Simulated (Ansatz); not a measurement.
Cu: the change of pressure with volume per atom

Results calculated with Ansatz 0.2.0, not measured. Periodic Kohn-Sham DFT of a crystal at fixed atoms; pressure and stress are positive in compression; the energy is the free energy less that of spherical unpolarised free atoms; site moments are those in the method's own spheres, positive along +z.

Cell of the first row (space group Fm-3m, No. 225):
```
CELL_PARAMETERS angstrom
0.00000 1.77060 1.77060
1.77060 0.00000 1.77060
1.77060 1.77060 0.00000
ATOMIC_POSITIONS crystal
Cu 0.00000 0.00000 0.00000
```

Settings of every row: method frozen-core PAW; functional PBEsol; relativity scalar; k mesh 19x19x19; filling fermi-dirac; smearing width 0.08 eV; wave cutoff 420 eV; paw set soft_2.

Atom start moment: 0 on all atoms.

Limits: PAW files made with PBE.

```csv
row,volume per atom (Å³),pressure (GPa)
1,11.102,3.272
2,11.108,3.174
3,11.338,-0.414
4,11.456,-2.094
5,11.574,-3.67
6,11.81,-6.538
7,11.929,-7.842
8,12.047,-9.065
9,12.165,?
10,12.283,-11.289
11,12.519,-13.244
```

Question: what pressure should row 9 give?

Worked fit of pressure. Take u = (V_r/V)^(2/3) − 1 with V_r = 11.692 Å³ an atom, which is twice the finite (Eulerian) strain; such expansions in the strain, on which the Birch-Murnaghan equation of state is built, carry the rest volume and the bulk modulus. The shown rows have u = 0.03512, 0.03475, 0.02071, 0.01369, 0.00679, -0.00667, -0.01329, -0.01974, -0.03234, -0.04454. Least squares give pressure = −5.1468 + 212.728 × u + 736.28 × u² + 938 × u³ GPa; a parabola predicts inner rows, each left out in turn, worse (root mean square 0.016 against 0.0036 GPa). The rows lie off it by -0.001, 0.000, 0.003, 0.000, -0.002, -0.005, 0.004, 0.001, -0.001, 0.000 (root mean square 0.0024 GPa). The pressure vanishes at u = 0.0224, or V = 11.31 Å³ an atom, and there the bulk modulus at fixed shape and fractions is B = −V dP/dV = (2/3)(1 + u) dP/du = 168 GPa. The withheld row has u = -0.02609, so the fit gives −5.1468 + 212.728 × (-0.02609) + 736.28 × (-0.02609)² + 938 × (-0.02609)³ = -10.212 GPa.

The calculation gave -10.213 GPa. The fit lies 0.001 GPa (0.0061 % of the column's range) above it, one unit of the last digit.
